\section*{Effective field in terms of gate voltage and the degradation coefficient $\theta$}

\subsection*{Statement}

Let $s=+1$ for an nMOS transistor and $s=-1$ for a pMOS transistor. Gate, threshold and flat-band voltages $V_G$, $V_T$, $V_{FB}$ are signed and referred to the source, $\phi_B>0$ is the magnitude of the bulk Fermi potential, and $V_{ov}=s(V_G-V_T)>0$ is the overdrive. $|Q_{dep}|$ and $|Q_{inv}|$ are the depletion and inversion charges per area, $\epsilon_s$ and $\epsilon_{ox}$ the permittivities of silicon and oxide, and $C_{ox}=\epsilon_{ox}/t_{ox}$. The effective field is defined by
\begin{equation}
E_{\mathrm{eff}}=\frac{|Q_{dep}|+\eta|Q_{inv}|}{\epsilon_s}.
\label{def}
\end{equation}
In strong inversion of a long channel at small drain voltage,
\begin{equation}
E_{\mathrm{eff}}=\frac{C_{ox}}{\epsilon_s}\Big[\eta\,s(V_G-V_T)+s(V_T-V_{FB})-2\phi_B\Big].
\label{main}
\end{equation}
For a degenerate polysilicon gate of the channel carrier type on SiO$_2$, with the typical ratio $\epsilon_{ox}/\epsilon_s=3.9/11.7=1/3$, the typical empirical weights $\eta=1/2$ for electrons and $\eta=1/3$ for holes on (100) silicon at room temperature, and $\Delta=E_g/2q-\phi_B$,
\begin{equation}
E_{\mathrm{eff}}=\frac{V_G+V_T+2\Delta}{6t_{ox}}\quad(n^+\text{ gate, nMOS},\ \eta=\tfrac12),
\label{nrule}
\end{equation}
\begin{equation}
E_{\mathrm{eff}}=\frac{-V_G-2V_T+3\Delta}{9t_{ox}}\quad(p^+\text{ gate, pMOS},\ \eta=\tfrac13).
\label{prule}
\end{equation}
The short rule $(V_G+V_T)/6t_{ox}$ is \eqref{nrule} with $2\Delta$ dropped. If $\mu=\mu_0/(1+E_{\mathrm{eff}}/E_0)$, then
\begin{equation}
\mu=\frac{\mu_T}{1+\theta V_{ov}},\qquad
\theta=\frac{\eta C_{ox}}{\epsilon_sE_0+|Q_{dep}|},\qquad
\mu_T=\frac{\mu_0\,\epsilon_sE_0}{\epsilon_sE_0+|Q_{dep}|}.
\label{theta}
\end{equation}

\subsection*{Premises}

\begin{enumerate}
\item[P1] Electrostatics is one-dimensional along the depth $z$, with $z=0$ at the interface and $z>0$ in silicon. Drain and body voltages are zero at first.
\item[P2] The substrate is uniformly doped to density $N$ and fully ionised, and majority carriers are absent for $z<W$ (depletion approximation).
\item[P3] The oxide is free of charge, apart from a fixed sheet $Q_f$ at the interface. Interface traps are neglected.
\item[P4] Above threshold the band bending sustained by the depletion charge stays at $2\phi_B$.
\item[P5] The inversion layer is a sheet of zero thickness in the voltage balance, and the gate is an equipotential.
\item[P6] The mobility depends on bias and doping only through $E_{\mathrm{eff}}$, in the form $\mu_0/(1+E_{\mathrm{eff}}/E_0)$.
\end{enumerate}
P6 is empirical. Universality in $E_{\mathrm{eff}}$ is associated with Sabnis and Clemens (1979) and Takagi and co-workers (1994). The typical weights for (100) silicon at room temperature are $\eta=1/2$ for electrons and $\eta=1/3$ for holes. P4 and P5 are relaxed below to give the size of what they omit.

\subsection*{Step 1: field profile and the meaning of $\eta$}

Ionised dopants and inversion carriers both have charge sign $-s$. Write the inversion density as $N_{inv}f(z)$ with $\int_0^\infty f\,dz=1$, and let $F(z)=\int_z^\infty f\,dz'$ be the fraction lying deeper than $z$. Gauss's law $dE_z/dz=\rho/\epsilon_s$, integrated from the field-free bulk, gives for the magnitude $E=sE_z$ at $z<W$
\begin{equation}
\epsilon_sE(z)=qN(W-z)+|Q_{inv}|F(z),\qquad |Q_{dep}|=qNW,\quad |Q_{inv}|=qN_{inv}.
\label{gauss}
\end{equation}
In a pMOS device $E_z<0$: the field points towards the gate and pushes holes against the oxide. Average \eqref{gauss} over the carriers, which lie at $z\ll W$, with a positive weight $w(z)$, so that $\langle A\rangle_w=\int wfA\,dz/\int wf\,dz$:
\begin{equation}
\epsilon_s\langle E\rangle_w=|Q_{dep}|-qN\langle z\rangle_w+\eta_w|Q_{inv}|,\qquad \eta_w=\langle F\rangle_w .
\end{equation}
The term $qN\langle z\rangle_w$ is smaller than $|Q_{dep}|$ by $\langle z\rangle_w/W$ and is dropped, which leaves the form \eqref{def}. For $w=1$, $f=-dF/dz$ gives
\begin{equation}
\eta_1=\int_0^\infty fF\,dz=-\tfrac12\big[F^2\big]_0^\infty=\tfrac12
\end{equation}
for any profile, so $\eta=1/2$ is the plain mean field. A weight that increases with depth gives less, because $F$ decreases and the covariance of an increasing and a decreasing function is negative.

The weight $w=z$ has a physical role. For a subband envelope $\zeta(z)$ of a single parabolic band that vanishes at $z=0$, the scaled function $\lambda^{1/2}\zeta(\lambda z)$ has energy $\lambda^2\langle T\rangle+\langle U(z/\lambda)\rangle$, where $T$ is the kinetic energy along $z$ and $dU/dz=qE$. Stationarity at $\lambda=1$ gives $2\langle T\rangle=q\langle zE\rangle$, so the depth-weighted field fixes the confinement. For the Fang--Howard profile $f=\tfrac12b^3z^2e^{-bz}$, with $x=bz$, one has $F=e^{-x}(1+x+x^2/2)$ and mean $\langle x\rangle=3$. With $\int_0^\infty x^ke^{-2x}dx=k!/2^{k+1}$,
\begin{equation}
\eta_z=\frac13\cdot\frac12\int_0^\infty x^3e^{-2x}\Big(1+x+\frac{x^2}{2}\Big)dx=\frac16\Big(\frac38+\frac34+\frac{15}{16}\Big)=\frac{11}{32}=0.344 .
\end{equation}
This shows that a weight near $1/3$ can arise from the same electrostatics. It does not derive the hole value, since the valence band has several coupled, anisotropic subbands. Below, $\eta$ is an input.

\subsection*{Step 2: voltage balance}

Let $\psi(z)$ be the potential relative to the neutral bulk and $\psi_s=\psi(0)$. Since $E_z=-d\psi/dz$, $|\psi_s|=\int_0^\infty E\,dz$. The depletion term of \eqref{gauss} integrates to $qNW^2/2$, and by parts $\int F\,dz=\int zf\,dz=z_{av}$, the centroid depth. Hence
\begin{equation}
|\psi_s|=\phi_d+\frac{|Q_{inv}|z_{av}}{\epsilon_s},\qquad
\phi_d=\frac{qNW^2}{2\epsilon_s},\qquad |Q_{dep}|=\sqrt{2\epsilon_sqN\phi_d},
\label{psis}
\end{equation}
the last form following from elimination of $W$. By P3 the oxide field is uniform, so the oxide drop is $Q_G/C_{ox}$, where neutrality fixes the gate charge as $Q_G=-(Q_s+Q_f)$ with $Q_s=-s(|Q_{dep}|+|Q_{inv}|)$. The gate voltage is the sum of the work-function difference $\phi_{ms}$, the drop in silicon, the oxide drop and any band bending $s\psi_p$ inside the gate. With $V_{FB}=\phi_{ms}-Q_f/C_{ox}$, multiplication by $s$ gives
\begin{equation}
s(V_G-V_{FB})=\phi_d+\frac{|Q_{dep}|+|Q_{inv}|}{C_{ox}}+\frac{|Q_{inv}|z_{av}}{\epsilon_s}+\psi_p .
\label{balance}
\end{equation}
P5 removes the last two terms.

\subsection*{Step 3: threshold and the two charges}

With $\phi_t=k_BT/q$ and $\phi_B=\phi_t\ln(N/n_i)$, the Boltzmann density of minority carriers at the surface is $n_i\exp[(|\psi_s|-\phi_B)/\phi_t]$, which equals $N$ at $|\psi_s|=2\phi_B$. This defines threshold. There the carriers occupy a depth far below $W$, so $|Q_{inv}|\ll|Q_{dep}|$, and \eqref{balance} gives
\begin{equation}
|Q_{dep}|=C_{ox}\big[s(V_T-V_{FB})-2\phi_B\big]=\sqrt{4\epsilon_sqN\phi_B}.
\label{qdep}
\end{equation}
Beyond threshold the carrier density grows exponentially with band bending, so the bending grows only logarithmically with charge. This motivates P4, under which $\phi_d$ and $|Q_{dep}|$ keep their threshold values. Subtracting the balance at $V_T$ from that at $V_G$ leaves
\begin{equation}
|Q_{inv}|=C_{ox}\,s(V_G-V_T).
\label{qinv}
\end{equation}
Inserting \eqref{qdep} and \eqref{qinv} in \eqref{def} proves \eqref{main}. For pMOS the bracket reads $\eta(V_T-V_G)+V_{FB}-V_T-2\phi_B$.

A reverse body bias of magnitude $V_R$ raises $\phi_d$ to $2\phi_B+V_R$, and the gate-to-body voltage that enters \eqref{balance} is $V_G+sV_R$. The two $V_R$ terms cancel, so the first equality in \eqref{qdep} and the result \eqref{main} hold with the body-biased $V_T$, while $|Q_{dep}|$ becomes $\sqrt{2\epsilon_sqN(2\phi_B+V_R)}$.

\subsection*{Step 4: polysilicon gates}

Assume $Q_f=0$, the intrinsic level at midgap, the same electron affinity $\chi$ (in volts) and gap in gate and substrate, and the gate Fermi level at the band edge. A $p^+$ gate has work function $\chi+E_g/q$ and the $n$ substrate $\chi+E_g/2q-\phi_B$, so $V_{FB}=E_g/2q+\phi_B$. An $n^+$ gate has $\chi$ and the $p$ substrate $\chi+E_g/2q+\phi_B$, so $V_{FB}=-(E_g/2q+\phi_B)$. In both cases $sV_{FB}+2\phi_B=\phi_B-E_g/2q=-\Delta$, and \eqref{main} becomes
\begin{equation}
E_{\mathrm{eff}}=\frac{\epsilon_{ox}}{\epsilon_st_{ox}}\big[\eta\,sV_G+(1-\eta)\,sV_T+\Delta\big].
\label{poly}
\end{equation}
The typical relative permittivities 3.9 (SiO$_2$) and 11.7 (Si) have the ratio $1/3$. Taking $\eta$ out of the bracket gives the prefactor $\eta/3t_{ox}$ and the bracket $sV_G+(1/\eta-1)sV_T+\Delta/\eta$. For $\eta=1/2$, $s=+1$ this is \eqref{nrule}, and for $\eta=1/3$, $s=-1$ it is \eqref{prule}, that is $(|V_G|+2|V_T|+3\Delta)/9t_{ox}$ when $V_T<0$. The offset $\Delta$ is the distance of the bulk Fermi level from the majority band edge, in volts, and it is positive for a non-degenerate substrate, so dropping it underestimates the field. For a midgap gate $sV_{FB}=-\phi_B$, and $\Delta$ in \eqref{poly} is replaced by $-\phi_B$, which cannot be dropped.

\subsection*{Step 5: the degradation coefficient}

By \eqref{def} and \eqref{qinv} the field is linear in overdrive. Multiplying numerator and denominator of P6 by $\epsilon_sE_0$,
\begin{equation}
\mu=\frac{\mu_0\,\epsilon_sE_0}{\epsilon_sE_0+|Q_{dep}|+\eta C_{ox}V_{ov}} .
\end{equation}
Dividing both by $\epsilon_sE_0+|Q_{dep}|$ gives \eqref{theta} with no further approximation. The prefactor $\mu_T$ is the law P6 evaluated at the threshold field $E_T=|Q_{dep}|/\epsilon_s$, and it lies below $\mu_0$. The coefficient $\theta$ scales as $1/t_{ox}$ at fixed doping. It falls with doping and reverse body bias, because part of the degradation is already contained in $\mu_T$, whereas the ratio $\theta/\mu_T=\eta C_{ox}/(\mu_0\epsilon_sE_0)$ is independent of $|Q_{dep}|$.

The $\theta$ form is exact only where $1/\mu$ is linear in the field. For a general law $1/\mu=g(E_{\mathrm{eff}})$, expansion about $E_T$ gives
\begin{equation}
\theta=\frac{\eta C_{ox}}{\epsilon_s}\,\frac{g'(E_T)}{g(E_T)},
\end{equation}
which reduces to \eqref{theta} for $g=(1+E/E_0)/\mu_0$ and gives $n\eta C_{ox}/|Q_{dep}|$ for $\mu\propto E^{-n}$. The curvature of $g$ then adds a term of order $V_{ov}^2$ to the denominator.

\subsection*{Range of validity}

\emph{Overdrive.} Equation \eqref{qinv} needs $V_{ov}$ above several $\phi_t$. Near threshold, weakly screened Coulomb scattering by dopants and interface charge pulls the mobility below the universal curve, so $\mu_T$ is an extrapolated constant and exceeds the mobility at threshold.

\emph{Pinning and drain bias.} Let $\phi_d=2\phi_B+u$, where $u$ is either the rise neglected in P4 or the magnitude of the local channel potential at finite drain voltage. To first order \eqref{psis} gives $\delta|Q_{dep}|=C_du$ with $C_d=|Q_{dep}|/4\phi_B$, and \eqref{balance} at fixed $V_G$ gives $\delta|Q_{inv}|=-(C_{ox}+C_d)u$. Therefore
\begin{equation}
\epsilon_s\,\delta E_{\mathrm{eff}}=\big[(1-\eta)C_d-\eta C_{ox}\big]u ,
\label{du}
\end{equation}
in which the two changes partly cancel. A constant rise $u$ moves the threshold extrapolated from $|Q_{inv}|$ by $s(1+C_d/C_{ox})u$. In saturation the field varies strongly along the channel and a single $\theta$ is only a fit.

\emph{Centroid and gate depletion.} In inversion the gate charge has sign $s$, which in a $p^+$ gate of a pMOS device means uncovered acceptors. For gate doping $N_P$ and $Q_f=0$, the integration that led to \eqref{psis} gives $\psi_p=(|Q_{dep}|+|Q_{inv}|)^2/2\epsilon_sqN_P$, a rough estimate when $\psi_p$ is only a few $\phi_t$. Keeping both terms in \eqref{balance}, with $V_T$ still defined by \eqref{qdep},
\begin{equation}
V_{ov}=|Q_{inv}|\Big(\frac1{C_{ox}}+\frac{z_{av}}{\epsilon_s}\Big)+\frac{(|Q_{dep}|+|Q_{inv}|)^2}{2\epsilon_sqN_P}.
\label{corr}
\end{equation}
The ratio $C_e=|Q_{inv}|/V_{ov}<C_{ox}$ replaces $C_{ox}$ in the $\eta$ term and in $\theta$, while $|Q_{dep}|$ is unchanged. $C_e$ depends weakly on bias.

\emph{Series resistance.} At small drain voltage $V_D$ the channel resistance is $(1+\theta V_{ov})/\beta V_{ov}$ with $\beta=\mu_TC_{ox}w_c/L$ for width $w_c$ and length $L$. Adding the total source and drain resistance $R_{SD}$,
\begin{equation}
|I_D|=\frac{\beta V_{ov}|V_D|}{1+(\theta+\beta R_{SD})V_{ov}} ,
\end{equation}
so a fit to current returns $\theta+\beta R_{SD}$.

\emph{Other limits.} When $L$ approaches a few $W$, lateral fields break P1 and the threshold no longer measures the depletion charge at mid-channel. The constants $\eta$, $\mu_0$ and $E_0$ belong together and to one orientation, temperature and strain state. The factors 6 and 9 hold for SiO$_2$ on silicon, or for an equivalent oxide thickness.

\subsection*{Illustration: $p^+$ polysilicon pMOS with 4 nm SiO$_2$}

Typical silicon inputs at $T=300$ K are $E_g=1.12$ eV and $n_i=1.0\times10^{16}$ m$^{-3}$, with the permittivities and $\eta=1/3$ as above. Assumed device inputs are $t_{ox}=4$ nm, $N=5\times10^{23}$ m$^{-3}$ donors, $Q_f=0$ and $V_G=-1.8$ V. The assumed constants $\mu_0=1.8\times10^{-2}$ m$^2$/(V\,s) and $E_0=5\times10^{7}$ V/m give $9.0\times10^{-3}$ m$^2$/(V\,s) at $5\times10^7$ V/m and $6.0\times10^{-3}$ m$^2$/(V\,s) at $10^8$ V/m. They were chosen to reproduce typical hole mobilities on unstrained (100) silicon, so the mobilities below test nothing. All results are the model's.

Then $\phi_t=0.02585$ V, $\phi_B=0.458$ V, $\Delta=0.102$ V, $V_{FB}=1.018$ V, $\epsilon_s=1.036\times10^{-10}$ F/m and $C_{ox}=8.63\times10^{-3}$ F/m$^2$. Equation \eqref{qdep} gives $|Q_{dep}|=3.90\times10^{-3}$ C/m$^2$, $W=49$ nm and $|Q_{dep}|/C_{ox}=0.452$ V, so $V_T=\Delta-|Q_{dep}|/C_{ox}=-0.350$ V, $V_{ov}=1.450$ V and $|Q_{inv}|=12.5\times10^{-3}$ C/m$^2$. From \eqref{prule},
\begin{equation}
E_{\mathrm{eff}}=\frac{1.8+0.700+0.305}{36\times10^{-9}}\ \mathrm{V/m}=7.79\times10^{7}\ \mathrm{V/m},
\end{equation}
which lies between $E_T=3.77\times10^7$ V/m and the surface field $(|Q_{dep}|+|Q_{inv}|)/\epsilon_s=15.8\times10^7$ V/m. Dropping $3\Delta$ gives $6.9\times10^7$ V/m, 11 per cent low. The electron rule $(|V_G|+|V_T|)/6t_{ox}$ gives $9.0\times10^7$ V/m, 15 per cent high for holes. In the mirror-image nMOS device the $2\Delta$ it omits is 9 per cent of \eqref{nrule}. With $\eta C_{ox}=2.88\times10^{-3}$ F/m$^2$ and $\epsilon_sE_0=5.18\times10^{-3}$ C/m$^2$,
\begin{equation}
\theta=\frac{2.88}{5.18+3.90}\ \mathrm{V^{-1}}=0.317\ \mathrm{V^{-1}},
\end{equation}
against $0.556$ V$^{-1}$ if $|Q_{dep}|$ were omitted. Further $\mu_T=1.03\times10^{-2}$ m$^2$/(V\,s), $1+\theta V_{ov}=1.46$ and $\mu=7.0\times10^{-3}$ m$^2$/(V\,s).

The neglected terms are sized with the assumed values $z_{av}=1.5$ nm, $N_P=1\times10^{26}$ m$^{-3}$, $u=0.1$ V, $L=0.18$ $\mu$m and $R_{SD}w_c=4\times10^{-4}$ $\Omega$\,m. The term $qNz_{av}$ is 1.5 per cent of $\epsilon_sE_{\mathrm{eff}}$. With $C_d=2.13\times10^{-3}$ F/m$^2$, \eqref{du} changes the field by $-1.8$ per cent, while the extrapolated threshold becomes more negative by $0.12$ V. Solving \eqref{corr} gives $|Q_{inv}|=10.6\times10^{-3}$ C/m$^2$, 15 per cent below the sheet value, with $0.15$ V across the centroid layer and $0.06$ V in the gate. This corresponds to an electrical thickness $\epsilon_{ox}/C_e=4.7$ nm. The field falls by 8 per cent to $7.2\times10^7$ V/m, the mobility rises to $7.4\times10^{-3}$ m$^2$/(V\,s), and $\theta$ evaluated with $C_e$ is $0.27$ V$^{-1}$. The resistance term is $\beta R_{SD}=0.20$ V$^{-1}$, which rivals $\theta$ itself. For these inputs the model therefore supports $E_{\mathrm{eff}}$ of $7$ to $8\times10^7$ V/m and an intrinsic $\theta\approx0.3$ V$^{-1}$, and a current fit on the short device would return about $0.5$ V$^{-1}$.